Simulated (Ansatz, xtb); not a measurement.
Two isomers of C4H4BClO

Structure a: `Bc1occc1Cl`, a singlet. Structure b: `Bc1ccc(Cl)o1`, a singlet. Both are isolated molecules in the gas phase, relaxed with PBE0-D3(BJ)/def2-SVP; the shapes shown needn't be the lowest conformers.

a (Å):

```xyz
11

C    -1.0398    0.8922    0.0552
C    -0.4090    1.6485    2.0234
C     0.4614    0.6243    1.7511
C     0.0516    0.1425    0.4861
B    -1.8958    0.8516   -1.1912
Cl    0.7820   -1.1436   -0.3591
O    -1.2880    1.8164    1.0463
H    -1.6523    0.0309   -2.0393
H    -2.8041    1.6338   -1.3211
H    -0.4934    2.3198    2.8764
H     1.2810    0.2631    2.3663
```

b (Å):

```yaml
atoms:
  - { symbol: C, position_ang: [-1.0472, 1.1374, 0.1211] }
  - { symbol: C, position_ang: [-0.4392, 1.4732, 1.3212] }
  - { symbol: C, position_ang: [0.3609, 0.3865, 1.7323] }
  - { symbol: C, position_ang: [0.1881, -0.5560, 0.7438] }
  - { symbol: B, position_ang: [-1.9988, 1.8873, -0.7827] }
  - { symbol: Cl, position_ang: [0.8497, -2.1071, 0.5851] }
  - { symbol: O, position_ang: [-0.6282, -0.1413, -0.2059] }
  - { symbol: H, position_ang: [-2.4087, 1.3876, -1.8007] }
  - { symbol: H, position_ang: [-2.3347, 2.9995, -0.4539] }
  - { symbol: H, position_ang: [-0.5736, 2.4222, 1.8378] }
  - { symbol: H, position_ang: [0.9820, 0.2843, 2.6179] }
```

Quicker runs give these differences E(b) − E(a): GFN2-xTB +5.09 kJ/mol; HF/STO-3G +1.21 kJ/mol (at GFN2-xTB geometries); r2SCAN-D4/def2-SVP −2.41 kJ/mol (at GFN2-xTB geometries).

Question: Estimate E(b) − E(a) at the level CCSD(T)/def2-SVP + ΔMP2/def2-TZVPP.

Answer: Too close to call at this level: CCSD(T)/def2-SVP + ΔMP2/def2-TZVPP gives E(b) − E(a) = −2.32 kJ/mol.

Level by level:

```
                             level              geometry  E(b) − E(a) (kJ/mol)  departure from the last row (kJ/mol)  job, with rough time for the two
                          GFN2-xTB              GFN2-xTB                   +5.09                                 +7.41              optimisation, 0.12 s
                         HF/STO-3G              GFN2-xTB                   +1.21                                 +3.52              single point, 0.46 s
                r2SCAN-D4/def2-SVP              GFN2-xTB                   −2.41                                 −0.09               single point, 5.5 s
              PBE0-D3(BJ)/def2-SVP  PBE0-D3(BJ)/def2-SVP                   −1.34                                 +0.98                optimisation, 42 s
                       HF/def2-SVP  PBE0-D3(BJ)/def2-SVP                   −1.33                                 +0.98           part of the CCSD(T) run
                      MP2/def2-SVP  PBE0-D3(BJ)/def2-SVP                   −0.32                                 +1.99           part of the CCSD(T) run
                  CCSD(T)/def2-SVP  PBE0-D3(BJ)/def2-SVP                   +0.53                                 +2.84                      single point
CCSD(T)/def2-SVP + ΔMP2/def2-TZVPP  PBE0-D3(BJ)/def2-SVP                   −2.32                                                      single point, 77 s
```

As drawn, both hold the same kinds of bond in the same numbers.

The largest departure from CCSD(T)/def2-SVP + ΔMP2/def2-TZVPP is that of GFN2-xTB, 7.41 kJ/mol. The last row adds to CCSD(T) the change of the MP2 difference between the two basis sets, here −2.84 kJ/mol.

With thermal terms from frequencies at re-optimised GFN2-xTB minima (ideal gas, soft modes damped towards free rotors, one conformer each, 298.15 K, 1 atm): the zero-point term adds −0.27 kJ/mol; ΔH is −2.49 and ΔG −2.70 kJ/mol.

The correlated steps freeze 11 core orbitals. Codes used: Ansatz 0.2.0, xtb 6.7.1; the last row on 2 threads of Arm Neoverse V2 on a shared host.

The two chlorofurylboranes are nearly degenerate, probably because moving chlorine from C3 to C5 changes little in the π system. Both positions are conjugated with the empty boron p orbital at C2, so chlorine can act as a weak π donor towards boron in either isomer. In a it sits beside the BH2 group, but the planar, slim substituent leaves little steric strain to relieve. In b it shares a carbon with the ring oxygen, which alters the inductive and lone-pair interactions; these contributions probably largely cancel.

In the small basis, correlation shifts the balance towards a, from −1.33 kJ/mol with HF to +0.53 with CCSD(T), while the basis correction more than reverses this. The close match of r2SCAN-D4 to the final value therefore probably owes something to error cancellation. Thermal terms barely alter the balance, as expected for such similar frameworks. The small energy difference says nothing about the product ratio of a chlorination or borylation, which would normally be set by kinetic regioselectivity.
